## Question

Corundum, Al₂O₃, is the crystal of sapphire wafers and of many hard ceramics. The table mixes its computed vibrations with measured ones, in order of size. "TO" marks a transverse wave, in which the electric dipole of the shifted ions points across the direction of travel, and "LO" a longitudinal one, in which it points along it.

ABINIT 10.8.3, density-functional theory with the PBE functional and PseudoDojo v0.4.1 standard scalar-relativistic norm-conserving pseudopotentials, for Al₂O₃ (R-3c) in a relaxed 10-atom cell; plane-wave cutoff 1142.88 eV, 4 × 4 × 4 k-mesh. Computed wavenumbers are harmonic zone-centre modes without the long-range electric field term that separates LO from TO.

| row | computed wavenumber (cm⁻¹) | what it is | measured wavenumber (cm⁻¹) | label in the paper, method, sample | source |
| --- | --- | --- | --- | --- | --- |
| 1 | 290.4 | 1-fold | n/a | n/a | n/a |
| 2 | 362.6 | 2-fold | n/a | n/a | n/a |
| 3 | 367.1 | 2-fold | n/a | n/a | n/a |
| 4 | 378.8 | 1-fold | n/a | n/a | n/a |
| 5 | n/a | n/a | 385 | Eu(1) TO, planar mode; infrared reflectance with oscillator fit; bulk crystal | arXiv:1905.08660 (2019) |
| 6 | n/a | n/a | 388 | Eu(1) LO, planar mode; infrared reflectance with oscillator fit; bulk crystal | arXiv:1905.08660 (2019) |
| 7 | 399.9 | 1-fold | n/a | n/a | n/a |
| 8 | n/a | n/a | 400 | TO mode, E parallel to c; infrared spectroscopy; bulk crystal | arXiv:0906.1533 (2009) |
| 9 | 411.8 | 2-fold | n/a | n/a | n/a |
| 10 | n/a | n/a | 416 | sapphire substrate phonon near 416 cm-1; Raman scattering; bulk crystal | arXiv:cond-mat/0505335 (2005) |
| 11 | n/a | n/a | 416.7 | A1g; micro-Raman; bulk crystal | pmc:9693301 (2022) |
| 12 | 419.9 | 2-fold | n/a | n/a | n/a |
| 13 | 428.9 | 2-fold | n/a | n/a | n/a |
| 14 | n/a | n/a | 440 | Eu(2) TO, planar mode; infrared reflectance with oscillator fit; bulk crystal | arXiv:1905.08660 (2019) |
| 15 | n/a | n/a | 481 | Eu(2) LO, planar mode; infrared reflectance with oscillator fit; bulk crystal | arXiv:1905.08660 (2019) |
| 16 | n/a | n/a | 512 | LO mode, extraordinary ray (E parallel to c); infrared spectroscopy; bulk crystal | arXiv:0906.1533 (2009) |
| 17 | 515.5 | 1-fold | n/a | n/a | n/a |
| 18 | 545.0 | 2-fold | n/a | n/a | n/a |
| 19 | 553.1 | 2-fold | n/a | n/a | n/a |
| 20 | 555.8 | 1-fold | n/a | n/a | n/a |
| 21 | n/a | n/a | 570 | Eu(3) TO, planar mode; infrared reflectance with oscillator fit; bulk crystal | arXiv:1905.08660 (2019) |
| 22 | n/a | n/a | 576.3 | Eg (near 576 cm-1); micro-Raman; bulk crystal | pmc:9693301 (2022) |
| 23 | 579.1 | 1-fold | n/a | n/a | n/a |
| 24 | n/a | n/a | 583 | TO mode, E parallel to c; infrared spectroscopy; bulk crystal | arXiv:0906.1533 (2009) |
| 25 | 608.4 | 2-fold | n/a | n/a | n/a |
| 26 | 617.8 | 1-fold | n/a | n/a | n/a |
| 27 | n/a | n/a | 629 | Eu(3) LO, planar mode; infrared reflectance with oscillator fit; bulk crystal | arXiv:1905.08660 (2019) |
| 28 | n/a | n/a | 633 | Eu(4) TO, planar mode; infrared reflectance with oscillator fit; bulk crystal | arXiv:1905.08660 (2019) |
| 29 | 667.7 | 1-fold | n/a | n/a | n/a |
| 30 | 721.5 | 3-fold | n/a | n/a | n/a |
| 31 | n/a | n/a | 748.8 | Eg (near 749 cm-1); micro-Raman; bulk crystal | pmc:9693301 (2022) |
| 32 | n/a | n/a | 871 | LO mode, extraordinary ray (E parallel to c); infrared spectroscopy; bulk crystal | arXiv:0906.1533 (2009) |
| 33 | n/a | n/a | 906 | Eu(4) LO, planar mode; infrared reflectance with oscillator fit; bulk crystal | arXiv:1905.08660 (2019) |

Two kinds of vibration absorb infrared light. Planar modes, called Eu, have their dipole at right angles to the crystal axis c and come in pairs of equal wavenumber. Modes with the dipole along c, called A2u, are single, and they are the ones measured with E parallel to c. In the calculation only rows 3, 4, 12, 18, 20 and 25 have any infrared strength.

(a) Pair the six measured TO rows with computed rows and state the rule that the pairs obey.

(b) Which measured rows break this rule, by how much, and why?

(c) The computed infrared strengths of Eu(1) to Eu(4) stand as 1 : 16 : 30 : 1.9. Why does Eu(4), a weak mode, nevertheless show the widest measured gap between TO and LO among these four planar modes?

## Model answer

**(a)** The pairs must agree in symmetry before they agree in size. The infrared-active computed pairs are rows 3, 12, 18 and 25, and they belong in this order to the four planar TO modes. The active single modes, rows 4 and 20, belong to the two TO modes along c.

Matched in this way, the computed wavenumber is too low in all six cases, by 3.9 to 5.3 % of the measured one. On average the calculation gives 0.954 of the measured value. The simple pattern is thus one common factor, whether the dipole lies in the plane or along the axis.

A common factor points to a common cause. A wavenumber goes as the square root of a stiffness, so the computed crystal behaves as if its bonds were a little less than a tenth too soft. This fits a known habit of the PBE functional, which tends to make bonds slightly too long and too soft, and the cell used here had been relaxed with that same functional. Thermal motion in the real crystal is an unlikely explanation, since it usually lowers measured wavenumbers and would bring them closer to the computed ones.

**(b)** The rows that break the rule are the longitudinal ones. The clearest are rows 32 and 33, measured at 871 and 906 cm⁻¹, because the computed list ends near 722 cm⁻¹. No common softening of a few per cent can bridge that distance.

To size a break, let the factor from the six TO rows predict where an LO row should appear. For row 33 this gives $0.954\times 906\approx 864$ cm⁻¹. The computed planar mode of the same order, row 25, lies at 608 cm⁻¹, so the break is 256 cm⁻¹. Five of the six LO rows break the rule by 39 to 275 cm⁻¹. The sixth, row 6, is off by only 3 cm⁻¹, which is no more than the scatter of the rule itself.

The cause is an electric field. In a longitudinal wave the dipole of the shifted ions points along the direction of travel, and charge piles up in sheets, as on the plates of a capacitor. The field between the sheets pulls the ions back and acts as an additional spring. In a transverse wave the dipole lies across the direction of travel, no charge piles up, and the additional spring is absent.

For a single polar vibration the argument takes three steps. A displacement $u$ of ions with effective charge $Z$ in a cell of volume $V$ gives a polarisation $Zu/V$. The electrons screen the resulting field by a factor $\varepsilon_\infty$, so that the field is $-Zu/(\varepsilon_0\varepsilon_\infty V)$, where $\varepsilon_0$ is the electric constant. The force $Z$ times this field adds to the spring force, and with the vibrating mass $\mu$ the squared frequencies become

$$\omega_{\mathrm{LO}}^2=\omega_{\mathrm{TO}}^2+\frac{Z^2}{\varepsilon_0\,\varepsilon_\infty\,V\,\mu}.$$

The computed rows of the table leave this field out. The same calculation also gives the modes with the field included, and its highest planar mode then lies at 865 cm⁻¹, close to where the factor puts it. All six LO modes return to the rule and are 3.8 to 5.0 % too low. None of them was used to find the factor, so the breaks come from the omitted field and not from a functional that fails for particular vibrations.

**(c)** Rock salt is the simpler case to think of. It has one kind of polar vibration, the field acts on that vibration alone, and a stronger infrared mode means a wider gap. Corundum has four planar modes that share one field. The comparison with rock salt therefore gives the direction of the shift but not its division among the modes.

Suppose first that each planar mode felt only its own field. The total rise of the squared wavenumbers, summed over the four modes, is about $4.8\times10^5$ cm⁻² in the calculation, and each mode would take a share in proportion to its infrared strength. For Eu(4) that share is $1.9/48.9\approx 0.039$, which gives

$$\sqrt{608.4^2+0.039\times 4.8\times10^5}\approx 624\ \text{cm}^{-1}.$$

Left to itself, Eu(4) would rise by only about 15 cm⁻¹. The full calculation puts the gap at 257 cm⁻¹, and the measured one is 273 cm⁻¹.

The strong mode Eu(3) resolves the contradiction. On its own it would climb from 545 to about 771 cm⁻¹ and pass Eu(4) on the way. Vibrations of the same symmetry that are coupled by a common field do not simply pass each other; they mix and exchange character. One longitudinal mode stays just below the TO mode of Eu(4), and the other is pushed far up.

The label "Eu(4) LO" therefore means the fourth longitudinal mode in order of size. It does not mean the motion of "Eu(4) TO" with a field added. The share of each TO motion in a longitudinal mode should grow with its infrared strength and fall as the square of the distance between the two squared wavenumbers. By this measure Eu(3) is expected to supply more than half of the top mode and Eu(2) most of the rest, while Eu(4) itself adds little.

## Remarks on the reasoning

A tempting mistake is to pair neighbours in the list. Row 7 lies within 0.1 cm⁻¹ of the TO mode measured at 400 cm⁻¹ and looks like a perfect success. It has no infrared strength, however, so it cannot be the vibration that the infrared experiment sees. The correct partner is row 4, 21 cm⁻¹ lower, and only this less flattering choice reveals the common factor.

The Raman rows support the rule with less force. Rows 11, 22 and 31 fit the infrared-inactive rows 7, 19 and 30, with the calculation about 4 % too low. The calculation does not name the symmetry of these modes, so the pairing rests on degeneracy, inactivity and nearness after the common shift. Row 10 is most probably the same Raman line as row 11. The "3-fold" entry of row 30 is really a pair and a single mode that almost coincide, since this crystal's symmetry allows no threefold vibration.

A good answer to (b) keeps two errors apart. The softening of 4 to 5 % most probably belongs to the level of theory and touches every matched mode. The large breaks belong to a term that was left out, and they vanish when it is put back, as the printed output shows row by row. Scaling the whole computed list upwards would repair the first error and leave the second almost untouched.

The same reasoning carries over to other polar crystals. The field should matter most where the ions carry large effective charges and the electrons screen weakly, and it should leave vibrations without infrared strength where they are. Where several polar modes share a symmetry, the widest gap may appear at a weak mode that lies just above a strong one.

The table leaves open how the common softening arises. PBE may soften the bonds mainly because it makes the cell too large, or it may give forces that are too soft even at the right volume. Repeating the calculation in the measured cell would separate the two.

Numerical output:

```
mean ratio computed to measured, six transverse modes: 0.9542
transverse modes, computed too low by, rows 5 8 14 21 24 28, in %: 4.649, 5.3, 4.568, 4.386, 4.666, 3.886
Raman modes, computed too low by, rows 11 22 31, in %: 4.032, 4.026, 3.646
longitudinal rows against field-free partner, too low by, rows 6 15 16 27 32 33, in %: 5.387, 12.7, 26.02, 13.35, 36.19, 32.85
longitudinal rows with the field, too low by, rows 6 15 16 27 32 33, in %: 4.888, 4.361, 5, 3.859, 3.824, 4.485
smooth expectation for rows 6 15 16 27 32 33, in cm-1: 370.2, 459, 488.6, 600.2, 831.1, 864.5
break, smooth expectation less field-free partner, same rows, in cm-1: 3.146, 39.09, 109.8, 55.22, 275.3, 256.1
left over with the field, smooth expectation less computed, same rows, in cm-1: 1.21, -1.035, 2.169, -4.512, -6.547, -0.8275
false match, measured row 8 less computed row 7, in cm-1: 0.1
true match, measured row 8 less computed row 4, in cm-1: 21.2
measured row 33 less highest computed row of the table, in cm-1: 184.5
computed gap longitudinal less transverse, rows 6 15 16 27 32 33, in cm-1: 1.936, 40.12, 107.6, 59.73, 281.9, 257
measured gap Eu(3), in cm-1: 59
measured gap Eu(4), in cm-1: 273
infrared strength of Eu(3) over that of Eu(4): 15.87
Eu(3) if it felt the field alone, in cm-1: 771.2
Eu(4) if it felt the field alone, in cm-1: 623.6
shift of Eu(4) if it felt the field alone, in cm-1: 15.23
```
